# Diatomic and dimerised chain: bands, gap and site weights

A chain with two inequivalent sites and two inequivalent bonds per cell is the smallest lattice model in which a gap can be ionic (unequal site energies), covalent (unequal bonds) or both. It is known as the Rice–Mele model (1982); with equal site energies it reduces to the electronic part of the Su–Schrieffer–Heeger model (1979). This page solves it exactly, states where it holds, and puts in numbers for an alternating Li–H chain.

## 1. Premises and conventions

1. **Geometry.** There are $N$ cells of length $a$, each holding a site A at $x=na$ and a site B at $x=na+d_1$. The bond from B$_n$ to A$_{n+1}$ has length $d_2=a-d_1$. The length $a$ is the two-site period, not a bond length. The chain is closed into a ring, cell $n+N$ being cell $n$.
2. **Basis.** Each site carries one orbital, $|A_n\rangle$ or $|B_n\rangle$, and these orbitals are orthonormal.
3. **Site energies.** The zero of energy is the mean of the two site energies $\varepsilon_A\ge\varepsilon_B$. With $D=(\varepsilon_A-\varepsilon_B)/2\ge0$, site A lies at $+D$ and site B at $-D$.
4. **Hopping.** Only nearest neighbours are coupled. The matrix elements are real and written $-t_1$ (A$_n$–B$_n$) and $-t_2$ (B$_n$–A$_{n+1}$). For two s orbitals of like sign, $t_1,t_2>0$.
5. **Electrons.** They are independent and move in a fixed, spin-independent Hamiltonian; each level holds two.

The Hamiltonian is

$$H=D\sum_n\big(|A_n\rangle\langle A_n|-|B_n\rangle\langle B_n|\big)-\sum_n\big(t_1|A_n\rangle\langle B_n|+t_2|B_n\rangle\langle A_{n+1}|+\text{h.c.}\big).\tag{1}$$

The formulas hold in any one energy unit. Numbers are given in joules and in electronvolts, lengths in nanometres.

## 2. Reduction to a 2×2 problem

Write $|\psi\rangle=\sum_n(a_n|A_n\rangle+b_n|B_n\rangle)$ and project $H|\psi\rangle=E|\psi\rangle$ on each orbital. Site A$_n$ has neighbours B$_n$ (through $t_1$) and B$_{n-1}$ (through $t_2$); site B$_n$ has A$_n$ and A$_{n+1}$:

$$Ea_n=Da_n-t_1b_n-t_2b_{n-1},\qquad Eb_n=-Db_n-t_1a_n-t_2a_{n+1}.\tag{2}$$

$H$ commutes with the translation $n\to n+1$, a unitary operator whose $N$th power is the identity. Eigenstates of $H$ can therefore be chosen as eigenstates of the translation:

$$a_n=\frac{u_A}{\sqrt N}e^{ikna},\qquad b_n=\frac{u_B}{\sqrt N}e^{ikna},\qquad k=\frac{2\pi j}{Na},\tag{3}$$

with integer $j$ giving $N$ distinct values in the zone $-\pi/a<k\le\pi/a$. Normalisation requires $|u_A|^2+|u_B|^2=1$, so $|u_B|^2$ is the total probability on the B sublattice. Inserting (3) in (2) and cancelling $e^{ikna}/\sqrt N$ gives $h(k)u=Eu$ with

$$h(k)=\begin{pmatrix}D&-f(k)\\-f^*(k)&-D\end{pmatrix},\qquad f(k)=t_1+t_2e^{-ika}.\tag{4}$$

The $N$ values of $k$ with two eigenvectors each account for all $2N$ states.

The phase in (3) uses the cell index. Using true positions multiplies the B amplitude by $e^{ikd_1}$ and turns $f$ into $t_1e^{ikd_1}+t_2e^{-ikd_2}$, which is $e^{ikd_1}f$. This diagonal unitary change leaves $|f|$, the energies and the site weights untouched. Bond lengths therefore enter the results below only through $t_1$, $t_2$ and $a$.

## 3. Spectrum

Square the matrix. The diagonal elements of $h^2$ are $D^2+ff^*$, and the off-diagonal ones are $-Df+fD=0$, so $h^2=(D^2+|f|^2)\,\mathbb 1$. Each eigenvalue obeys $E^2=D^2+|f|^2$, and since $\operatorname{tr}h=0$ the two have opposite signs. For real $k$,

$$|f|^2=(t_1+t_2e^{-ika})(t_1+t_2e^{ika})=t_1^2+t_2^2+2t_1t_2\cos ka .$$

Hence

$$\boxed{E_\pm(k)=\pm\epsilon(k),\qquad \epsilon(k)=\sqrt{D^2+t_1^2+t_2^2+2t_1t_2\cos ka}}\tag{5}$$

The bands are even in $k$, as time reversal demands: $h(-k)=h(k)^*$ has the same real eigenvalues as $h(k)$. The mirror symmetry $E_+=-E_-$ comes from the vanishing trace, which rests on premises 2 to 4 and is the first property to fail when they are relaxed.

## 4. Band edges and gap

Differentiating $\epsilon^2$,

$$\epsilon\,\frac{d\epsilon}{dk}=-t_1t_2\,a\sin ka,\tag{6}$$

so the only stationary points are $k=0$ and $k=\pi/a$, and $\epsilon$ is monotonic between them. For $t_1t_2>0$ it falls from the centre to the edge of the zone:

$$\epsilon_{\max}=\epsilon(0)=\sqrt{D^2+(t_1+t_2)^2},\qquad \epsilon_{\min}=\epsilon(\pi/a)=\sqrt{D^2+(t_1-t_2)^2}.\tag{7}$$

The top of the lower band, $-\epsilon_{\min}$, and the bottom of the upper band, $+\epsilon_{\min}$, occur at the same $k$. The fundamental gap is direct:

$$\boxed{E_g=2\sqrt{D^2+(t_1-t_2)^2}\quad\text{at }k=\pi/a,\qquad t_1t_2>0}\tag{8}$$

**Signs of the hoppings.** The substitution $b_n\to-b_n$ in (2) reverses both $t_1$ and $t_2$, so only the sign of the product matters. The substitution $a_n\to(-1)^na_n$, $b_n\to(-1)^nb_n$ reverses $t_2$ alone and shifts $k$ by $\pi/a$. For $t_1t_2<0$ the bands are thus the same curves displaced by half a zone. In general $E_g=2\sqrt{D^2+(|t_1|-|t_2|)^2}$, located at the zone edge for $t_1t_2>0$ and at the zone centre for $t_1t_2<0$. The second case arises for an s orbital bonded to a p orbital pointing along the chain. From here on $t_1t_2>0$.

**Two sources of the gap.** The ionic part $2D$ and the covalent part $2|t_1-t_2|$ add in quadrature, and the gap closes only if both vanish. With $\delta=t_1-t_2$, the gap is $2|\delta|$ for $D=0$, linear in the bond alternation, whereas for $|\delta|\ll D$ the expansion $\sqrt{D^2+\delta^2}=D+\delta^2/2D+\dots$ gives

$$E_g\simeq2D+\frac{\delta^2}{D}.\tag{9}$$

**Band width.** From (7), $\epsilon_{\max}^2-\epsilon_{\min}^2=4t_1t_2$, so each band has the width $W=4t_1t_2/(\epsilon_{\max}+\epsilon_{\min})$.

**Effective mass.** Put $k=\pi/a+q$. Then $\cos ka=-\cos qa\simeq-1+q^2a^2/2$, so $\epsilon^2\simeq\epsilon_{\min}^2+t_1t_2a^2q^2$ and, for $\epsilon_{\min}>0$, $\epsilon\simeq\epsilon_{\min}+t_1t_2a^2q^2/2\epsilon_{\min}$. Setting the last term equal to $\hbar^2q^2/2m^*$,

$$m^*=\frac{\hbar^2\epsilon_{\min}}{t_1t_2a^2},\tag{10}$$

the same for electrons and holes. The parabola holds for $|q|a\ll1$ and $t_1t_2a^2q^2\ll\epsilon_{\min}^2$.

## 5. Eigenvectors and site weights

Assume $\epsilon\neq0$. Because $(h/\epsilon)^2=\mathbb 1$, the matrix $P_-=\tfrac12(\mathbb 1-h/\epsilon)$ satisfies $P_-^2=P_-$, and $hP_-=\tfrac12(h-\epsilon\mathbb 1)=-\epsilon P_-$. It is Hermitian with trace 1, so it is the projector $u_-u_-^\dagger$ on the lower eigenvector. Its diagonal elements are the site weights, read off from $h_{AA}=D$ and $h_{BB}=-D$:

$$\boxed{w_B^-(k)=\frac12\left(1+\frac{D}{|E(k)|}\right),\qquad w_A^-(k)=\frac12\left(1-\frac{D}{|E(k)|}\right)}\tag{11}$$

with $|E|=\epsilon$. In the upper band $P_+=\mathbb 1-P_-$, and the two weights are exchanged.

Explicitly, write $f=|f|e^{i\phi}$ and define $\theta\in[0,\pi/2]$ by $\cos\theta=D/\epsilon$, $\sin\theta=|f|/\epsilon$. Then

$$u_-=\begin{pmatrix}e^{i\phi}\sin\frac\theta2\\ \cos\frac\theta2\end{pmatrix},\qquad u_+=\begin{pmatrix}\cos\frac\theta2\\ -e^{-i\phi}\sin\frac\theta2\end{pmatrix}.$$

The first row of $hu_-/\epsilon$ is $e^{i\phi}(\cos\theta\sin\frac\theta2-\sin\theta\cos\frac\theta2)=-e^{i\phi}\sin\frac\theta2$, and the second is $-(\sin\theta\sin\frac\theta2+\cos\theta\cos\frac\theta2)=-\cos\frac\theta2$, which confirms the eigenvalue $-\epsilon$. The weight $\cos^2\frac\theta2=(1+\cos\theta)/2$ reproduces (11). The Hellmann–Feynman theorem gives it a third time: $\partial h/\partial D=\operatorname{diag}(1,-1)$ implies $w_A^--w_B^-=\partial E_-/\partial D=-D/\epsilon$.

The lower band always favours the deeper site, and it does so most strongly where $\epsilon$ is smallest, at the gap. For equal bonds $f(\pi/a)=0$: the B amplitudes alternate in sign from cell to cell, the two B neighbours of each A site cancel, and the band-edge states are pure B at $-D$ and pure A at $+D$.

**Charge per cell.** With two electrons per cell the lower band is full. For $N\to\infty$ the sum over $k$ becomes a zone average $\langle\cdots\rangle$, and the population of B is $n_B=2\langle w_B^-\rangle=1+D\langle1/\epsilon\rangle$. Using $\cos ka=1-2\sin^2\varphi$ with $\varphi=ka/2$, $\epsilon^2=\epsilon_{\max}^2(1-\mu\sin^2\varphi)$, where $\mu=4t_1t_2/\epsilon_{\max}^2$. The average over $0\le\varphi\le\pi/2$ is a complete elliptic integral of the first kind, $K(\mu)=\int_0^{\pi/2}d\varphi\,(1-\mu\sin^2\varphi)^{-1/2}$:

$$n_B=1+\frac{2D}{\pi\epsilon_{\max}}K(\mu),\qquad n_A=2-n_B.\tag{12}$$

## 6. Density of states, decay length, limits

**Density of states.** Per cell and per spin there are $a/2\pi$ states per unit $k$, and each energy inside a band is reached at $\pm k$, so $g(E)=a/(\pi|d\epsilon/dk|)$. From (5) and (7), $\epsilon_{\max}^2-E^2=2t_1t_2(1-\cos ka)$ and $E^2-\epsilon_{\min}^2=2t_1t_2(1+\cos ka)$, whose product is $(2t_1t_2\sin ka)^2$. With (6),

$$g(E)=\frac{2|E|}{\pi\sqrt{(\epsilon_{\max}^2-E^2)(E^2-\epsilon_{\min}^2)}},\qquad\epsilon_{\min}<|E|<\epsilon_{\max},\tag{13}$$

and $g=0$ elsewhere. The substitution $y=E^2$ turns the integral over one band into $\pi^{-1}\int dy\,[(y_2-y)(y-y_1)]^{-1/2}=1$, taken between $y_1=\epsilon_{\min}^2$ and $y_2=\epsilon_{\max}^2$: one state per cell. For $\epsilon_{\min}>0$ all four band edges carry inverse-square-root divergences. Since (11) depends on $k$ only through $|E|$, the density projected on B is $g(E)(1-D/E)/2$ in both bands.

**Decay in the gap.** Equations (2) also have solutions with complex $k$, provided $f^*$ in (4) is read as $t_1+t_2e^{+ika}$. For $k=\pi/a+i\kappa$, $\cos ka=-\cosh\kappa a$, and (5) becomes

$$\cosh\kappa a=1+\frac{\epsilon_{\min}^2-E^2}{2t_1t_2},\qquad|E|<\epsilon_{\min}.\tag{14}$$

The decay constant vanishes at the band edges and peaks at midgap, $\kappa_0=\kappa(E=0)$. At $k=\pi/a\pm i\kappa_0$ the function $\epsilon(k)$ vanishes and has branch points. $P_-(k)$ is thus periodic and analytic in the strip $|\operatorname{Im}k|<\kappa_0$, and its Fourier coefficients, the elements of the ground-state density matrix between cells $n$ apart, fall as $e^{-\kappa_0|n|a}$ up to a power of $n$.

**Limits.**
- $t_2=0$: flat levels $\pm\sqrt{D^2+t_1^2}$, those of isolated heteronuclear dimers.
- $D=0$, $t_1=t_2=t$: $E=\pm2t|\cos(ka/2)|$, the band $-2t\cos(ka/2)$ of a monatomic chain of spacing $a/2$ folded into the halved zone.
- $D\gg t_1+t_2$: $\epsilon\simeq D+|f|^2/2D$. The lower band is a B band with effective B–B hopping $t_1t_2/2D$ through A and width $2t_1t_2/D$.

**Tendency to dimerise.** With $t_{1,2}=t\pm\delta/2$, $|f|^2=4t^2\cos^2\varphi+\delta^2\sin^2\varphi$. At fixed mean hopping $t$ the band energy per cell, $-2\langle\epsilon\rangle$, changes by $-\delta^2\langle\sin^2\varphi/\epsilon_0\rangle$ to order $\delta^2$, with $\epsilon_0$ taken at $\delta=0$. Near the zone edge $\epsilon_0\simeq\sqrt{D^2+t^2a^2q^2}$, so the coefficient diverges logarithmically as $D\to0$ (the Peierls instability) but is finite for $D>0$. An ionic chain alternates its bonds only if this finite gain exceeds the elastic cost, which (1) does not contain.

## 7. The same formula in a layered dielectric

The $\pi$ bands of a hexagonal boron nitride monolayer, an insulator used in stacks with two-dimensional channels, are a family of such chains. Put boron on A, nitrogen on B, one $p_z$ orbital each, hopping $-t$ to three neighbours, and lattice vectors $\mathbf a_{1,2}=(\pm a_h/2,\,b)$ with $b=\sqrt3a_h/2$. The steps of section 2 give (4) with

$$f=t\left(1+e^{-i\mathbf k\cdot\mathbf a_1}+e^{-i\mathbf k\cdot\mathbf a_2}\right)=t+2t\cos(k_xa_h/2)\,e^{-ik_yb}.$$

At fixed $k_x$ this is the chain with $t_1=t$, $t_2=2t\cos(k_xa_h/2)$ and period $b$. The gap is smallest, $2D$, where $|t_2|=t$: at $k_x=2\pi/3a_h$, $k_yb=\pi$ (like signs) and at $k_x=4\pi/3a_h$, $k_y=0$ (opposite signs). Both are corners of the hexagonal zone. Take a typical $t=2.5$ eV, and $D=3.0$ eV, chosen so that $2D=6.0$ eV $=0.96$ aJ reproduces the typical gap of the material. The model then gives a splitting $2\sqrt{D^2+t^2}=7.8$ eV $=1.25$ aJ at the M point ($k_x=0$, $k_yb=\pi$), and lower-band nitrogen weights of 1 at the corner, 0.88 at M and 0.69 at the centre, where $|f|=3t$.

## 8. Range of validity

Equations (5), (8) and (11) are exact for the Hamiltonian (1), for any $D$, $t_1$, $t_2$ and any ring size; on a ring with odd $N$ the point $k=\pi/a$ is not sampled. Equations (12) and (13) need $N\to\infty$. Open ends can add states in the gap, of the form (14). Against a real chain, each premise can fail as follows.

**Second neighbours.** Hoppings $-t'_A$ (A–A) and $-t'_B$ (B–B) add $-2t'_A\cos ka$ and $-2t'_B\cos ka$ to the diagonal of (4). Splitting the diagonal into mean and half-difference,

$$E_\pm=-(t'_A+t'_B)\cos ka\pm\sqrt{D_k^2+|f|^2},\qquad D_k=D-(t'_A-t'_B)\cos ka.\tag{15}$$

The mirror symmetry is lost, (11) holds with $D_k$ and the square root of (15) in place of $D$ and $|E|$, and the zone-edge splitting has $D+t'_A-t'_B$ in place of $D$.

**Overlap.** With overlaps $s_1,s_2$ on the two bonds and $\sigma=s_1+s_2e^{-ika}$, the condition $\det(h-ES)=0$ reads $E^2-D^2=|f+E\sigma|^2$. The eigenvalues of the overlap matrix $S$ are $1\pm|\sigma|$, so raw atomic orbitals count as orthogonal only for $|\sigma|\ll1$. Otherwise (1) must be read in an orthogonalised basis, with effective parameters and longer-ranged hoppings, and the weights (11) refer to that basis.

**Further orbitals.** A p orbital on A along the chain couples to its right and left B neighbours with opposite signs. For equal bonds the coupling is $V_{sp}(1-e^{-ika})$, zero at the centre and $2V_{sp}$ at the edge, just where $f=0$. If the p level lies $\Delta$ above B, the two-level problem at the edge lowers the B state by $\sqrt{\Delta^2/4+4V_{sp}^2}-\Delta/2$.

**Interactions.** $D$ is an effective quantity that depends on the charge transfer through on-site repulsion and the Madelung potential. Equation (8) is a one-particle gap without polarisation or excitonic corrections. For small $D$ and on-site repulsion large against $t_{1,2}$ the chain is a Mott insulator, which (1) cannot describe.

## 9. Illustration: alternating Li–H chain

Lithium is site A (2s orbital, 1s core frozen) and hydrogen is site B (1s). There are two valence electrons per cell, so the lower band is full.

**Inputs, all approximate.** The site energies are minus the atomic ionisation energies, $\varepsilon_{\rm Li}\approx-5.4$ eV and $\varepsilon_{\rm H}\approx-13.6$ eV. The zero lies at $-9.5$ eV and $D=4.1$ eV $=0.657$ aJ. Hoppings follow Harrison's scaling $t=1.32\,\hbar^2/m_ed^2$, with $\hbar^2/m_e=0.0762$ eV nm². The cell is assumed to be $a=0.340$ nm. Equal bonds of 0.170 nm give $t=3.48$ eV $=0.558$ aJ. Shifting the hydrogens by an assumed $u=0.010$ nm gives $d_1=0.160$ nm, $t_1=3.93$ eV $=0.630$ aJ and $d_2=0.180$ nm, $t_2=3.10$ eV $=0.497$ aJ, so $\delta=0.83$ eV. The rounded hoppings are used below. Three figures are kept only to resolve the two geometries within the model.

| Model quantity | Equal bonds | Alternating bonds |
|---|---|---|
| $\epsilon$ at $ka=0$ (eV) | 8.08 | 8.14 |
| $\epsilon$ at $ka=\pi/2$ (eV) | 6.41 | 6.47 |
| $\epsilon$ at $ka=\pi$ (eV) | 4.10 | 4.18 |
| $w_{\rm H}^-$ at $ka=0$ | 0.754 | 0.752 |
| $w_{\rm H}^-$ at $ka=\pi/2$ | 0.820 | 0.817 |
| $w_{\rm H}^-$ at $ka=\pi$ | 1.000 | 0.990 |
| $E_g$ (eV) | 8.20 | 8.37 |
| $E_g$ (aJ) | 1.314 | 1.340 |
| $W$ (eV) | 3.98 | 3.96 |
| $n_{\rm H}$ | 1.69 | 1.68 |
| $m^*/m_e$ | 0.223 | 0.226 |
| $m^*$ ($10^{-31}$ kg) | 2.03 | 2.06 |
| $1/\kappa_0$ (nm) | 0.304 | 0.299 |

The model's gap is almost wholly ionic. Alternation widens it by 0.17 eV, the value $\delta^2/D$ of (9), whereas the same $\delta$ with $D=0$ would open $2\delta=1.66$ eV. The filled band is hydride-like: three quarters hydrogen at its bottom, nearly pure hydrogen at its top.

**Sizes of the neglected terms**, for the equal-bond chain unless stated.
- *Li–Li hopping.* The same scaling at distance $a$, used as an order of magnitude only, gives $t'_{\rm Li}=0.87$ eV. With $t'_{\rm H}=0$, (15) widens the zone-edge splitting by 1.7 eV, about 10 times the effect of alternation.
- *Li 2p.* It lies about 1.85 eV above 2s, so $\Delta=10.05$ eV, and Harrison's factor 1.42 gives $V_{sp}=3.74$ eV. The zone-edge hydrogen state drops by 4.0 eV, as much as the whole width $W$, while the zone-centre state is unaffected. The width, the hole mass, the position of the band top and the edge weight near 1 are therefore features of the two-orbital model.
- *Overlap.* Slater orbitals $e^{-r/a_0}$ on H and $re^{-0.65r/a_0}$ on Li, normalised, with $a_0$ the Bohr radius, give $|\sigma(0)|=2s=0.91$ at 0.170 nm, far from small.
- *Coulomb terms.* The on-site repulsion on H, ionisation energy minus an electron affinity of about 0.75 eV, is 13 eV. The Madelung energy of an electron among unit point charges at spacing $d$ is $2\sum_{n\ge1}(-1)^{n+1}n^{-1}\,e^2/4\pi\epsilon_0d=2\ln2\;e^2/4\pi\epsilon_0d=11.7$ eV in magnitude, with $e^2/4\pi\epsilon_0=1.440$ eV nm. The first raises the hydride level and the second lowers it, and each exceeds $2D$.
- *Dependence of $D$ on $u$.* Each pair of counter-ions at $r=(2j+1)d$ contributes $1/(r-u)+1/(r+u)-2/r\simeq2u^2/r^3$, and $\sum_{j\ge0}(2j+1)^{-3}=7\zeta(3)/8$. The two site levels move oppositely, so $2D$ grows by $\tfrac72\zeta(3)\,(e^2/4\pi\epsilon_0)\,u^2/d^3=0.12$ eV for unit charges. This is of the same order in $u$ and of similar size as the 0.17 eV from the hoppings.

The model's gap is about 8 eV. A free Li–H chain is a theoretical construct, and the nearest real system, rock-salt LiH, typically has a gap near 5 eV; the model lies above this by a factor of about 1.7. The crystal is only a rough yardstick, since it has six neighbours per ion and screens better than a chain. What the numbers support is qualitative: with $D$ comparable to $t_1$ and $t_2$ and much larger than $|t_1-t_2|$, the chain is an ionic insulator whose filled band sits mainly on hydrogen and whose gap responds to bond alternation only at second order.